## Question

GIAO 11B NMR shifts of boron compounds, computed with PySCF 2.14.0 (BHandHLYP/pcSseg-2, density fitting, non-relativistic, gas phase) at PBE0-D3(BJ)/def2-SVP geometries, beside measured values. Shifts are relative to BF3·OEt2, computed as its shielding at the same level less that of the compound. Non-hydrogen atoms are numbered in SMILES order.

| SMILES | atom | medium | computed (ppm) | measured (ppm) | computed less measured (ppm) |
| --- | --- | --- | --- | --- | --- |
| [BH4-] | 1 | unstated | -47.5 | -40 | -7.5 |
| [BH3-][NH3+] | 1 | THF | -20.6 | -22 | 1.4 |
| F[B-](F)(F)F | 2 | unstated | -2.0 | -1.6 | -0.4 |
| O[B-](O)(O)O | 2 | unstated | 2.1 | 1.1 | 1.0 |
| FB(F)F | 2 | unstated | 10.4 | 10 | 0.4 |
| OB(O)O | 2 | unstated | 21.7 | 18.8 | 2.9 |
| CB(C)C | 2 | unstated | 89.1 | 86.2 | 2.9 |

The table compares 11B shifts from a hybrid density functional with measured ones. A higher shift means a less shielded nucleus. For the two planar molecules BF₃ and BMe₃ (CB(C)C in the table), the same calculation gives the shielding for each direction of the magnetic field:

| | field in the plane (two components, mean) | field across the plane |
|---|---|---|
| BF₃ | 99.2 ppm | 81.2 ppm |
| BMe₃ | −38.2 ppm | 119.8 ppm |

Fluorine withdraws electrons from boron far more strongly than methyl does. Explain why BMe₃ nevertheless has the higher shift, and use the explanation to account for the order of the whole series. Which rows call for caution?

## Model answer

The shielding is the sum of a diamagnetic term, from the circulation of the ground-state electron cloud, and a paramagnetic term $\sigma_p$, which is negative here. The second arises because the field mixes occupied orbitals $i$ with empty orbitals $a$. Schematically,

$$\sigma_p \sim -\sum_{i,a}\frac{\langle i|L|a\rangle\,\langle a|L/r^3|i\rangle}{\varepsilon_a-\varepsilon_i},$$

where $L$ is the angular momentum about boron, $r$ the distance from it and $\varepsilon$ an orbital energy. Mixing is strong when both orbitals have much boron p character and lie close in energy.

If the diamagnetic term were the same everywhere, the shift would be $\delta \approx c-\sigma_p$. Averaging the computed shift plus $\sigma_p$ over all seven rows gives $c=-82.7$ ppm. For BMe₃, itself part of that average, $\sigma_p=-179.1$ ppm and so $\delta\approx-82.7+179.1=96.4$ ppm, against 89.1 ppm in the full calculation. The typical miss over the series is 6 ppm, mainly because the diamagnetic term is about 11 ppm larger in the three-coordinate molecules. The paramagnetic term therefore sets the order, although this division of the shielding depends on the computational convention.

One limiting case is BH₄⁻, where four equal bonds leave boron no empty p orbital. Replace one hydride by ammonia, and the new bond has its electrons mainly on nitrogen, so its antibonding partner is largely a boron p orbital. Stretched to the limit, that bond would leave the empty p orbital of free BH₃. A field across the B–N axis can turn B–H bonding electrons towards this orbital. The two components across the axis indeed supply 25 of the 27 ppm by which BH₃NH₃ lies above BH₄⁻.

BMe₃ is close to the other limit, with a p orbital that methyl hardly fills. A field in the molecular plane rotates σ-bonding electrons into it, whereas symmetry forbids this for a field across the plane. Since the isotropic shielding is the mean of three components, the shift of BMe₃ less that of BF₃ is

$$\frac{2\,(99.2+38.2)+(81.2-119.8)}{3}=91.6-12.9=78.7\ \text{ppm}.$$

The in-plane components account for more than the whole difference, so the extra deshielding of BMe₃ lies in the directions the mechanism picks out.

In BF₃ the same route is much weaker. The B–F bonding electrons lie deep and sit mostly on fluorine, and the fluorine lone pairs partly fill the boron p orbital. Its in-plane shielding, 99.2 ppm, is accordingly close to the 105.6 ppm of BF₄⁻, which has no empty p orbital. Of the 12 ppm by which BF₃ lies above BF₄⁻, only about 4 come from the in-plane components. About 8 come from the component across the plane, where this route is forbidden and other mixing among the in-plane orbitals must act. The step is also kept small by a cancellation: the paramagnetic terms differ by 23 ppm, and the diamagnetic term returns 11. To place a related boron compound, ask first whether boron has an empty p orbital, then how high its σ bonds lie and how strongly its ligands donate into that orbital. The rule does not order the four-coordinate rows, which span 50 ppm among themselves; they are taken up below.

## Remarks on the reasoning

**Electron withdrawal.** This picture seems to work for two of the anions, since BF₄⁻ lies 45 ppm above BH₄⁻. There, fluorine probably acts by contracting the boron p orbitals and by adding lone pairs that can mix with antibonding orbitals. The numbers do not separate these effects. B(OH)₄⁻ already goes slightly against the picture, lying just above BF₄⁻ although oxygen withdraws electrons less than fluorine. The picture fails outright for BMe₃ and BF₃, where access to the empty p orbital decides.

**The orbital gap.** A small gap between the highest occupied and lowest empty orbital is not enough for a high shift. BH₄⁻ and BMe₃ have nearly equal gaps, 10.4 and 10.8 eV, yet stand at opposite ends of the series. The orbitals must also have boron p character and be connected by a rotation.

**Boric acid.** B(OH)₃ was computed with one O–H bond turned out of the plane and the other two pointing towards that oxygen, whereas the stable form is a planar propeller. Its computed shift, 2.9 ppm above the measured one, thus contains a conformer effect of unknown size. Its place above BF₃ is secure, because the measured shifts show the same order. The likely reason is that the B–O bonding electrons and the oxygen lone pairs lie higher than their counterparts in BF₃, so that the field mixes them more easily with empty orbitals.

**The borohydride anion.** The computed shift of BH₄⁻ is 7.5 ppm below the measured one, while the other six rows miss by 1.5 ppm on average. A least-squares line of error against measured shift, through all seven rows, still leaves 4.8 ppm of this miss, even though BH₄⁻ itself pulls the line towards it, so a stretched scale does not remove the miss. Nor does charge alone explain it, for the other two anions agree within about 1 ppm. Medium, vibration and the functional all remain possible causes.
